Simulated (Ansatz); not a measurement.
## The atomisation energy (no zero-point term) down a group: Si to Sn

One atom is swapped for its congeners: C2H7NSi `CC[Si]N`; C2H7GeN `C[CH2][Ge][NH2]`; C2H7NSn `C[CH2][Sn][NH2]`. All are singlets with charge 0.

Shapes, held fixed at every level: PBE0-D4/def2-TZVP. Flexible molecules stand in one conformer, not always the lowest. Programs: Ansatz 0.2.0. Values in eV.

(1) How should the atomisation energy change along the series?

Answers

(1) At CCSD(T)/def2-TZVPP the atomisation energy falls at every step, from 40.71 to 38.92 eV. Every level shows the same order. For atoms past krypton def2 sets carry core potentials with scalar relativity. Relativity is left out for Ge unless named. Correlated rows may include outer-core shells of Ge, Sn, which these sets cover unevenly. Spin-orbit coupling, which grows down the group, is left out (summed over each molecule's free atoms 0.03, 0.13, 0.31 eV).

| level | C2H7NSi | C2H7GeN | C2H7NSn |
| --- | --- | --- | --- |
| HF/def2-SVP | 30.46 | 29.42 | 28.34 |
| B3LYP-D4/def2-TZVPP | 41.96 | 40.95 | 40.07 |
| PBE0-D4/def2-TZVPP | 41.87 | 40.86 | 39.92 |
| B2PLYP/def2-TZVPP | 41.40 | 40.43 | 39.52 |
| MP2/def2-SVP | 39.52 | 38.60 | 37.55 |
| CCSD(T)/def2-SVP | 39.42 | 38.49 | 37.46 |
| CCSD(T)/def2-TZVPP | 40.71 | 39.84 | 38.92 |

The fall from 40.71 to 38.92 eV is small beside the total because most of the binding sits in the C–C, C–H and N–H bonds, which all three molecules share. What changes is mainly the pair of bonds from the divalent centre to carbon and nitrogen. Down the group the valence p orbitals grow more diffuse and overlap less well with the compact 2p orbitals of these neighbours, and donation from the nitrogen lone pair into the empty p orbital probably weakens too.

Hartree–Fock misses a large part of the binding but already gives the decline, so correlation sets the size of the energies much more than their order. Spin-orbit coupling would steepen the trend, since it stabilises the free atoms, tin most of all, while largely quenched in the closed-shell molecules. CCSD(T) still rises markedly from the smaller to the larger basis, so the higher density-functional values are not in themselves evidence of overbinding. The totals do not separate the metal–carbon from the metal–nitrogen contribution.
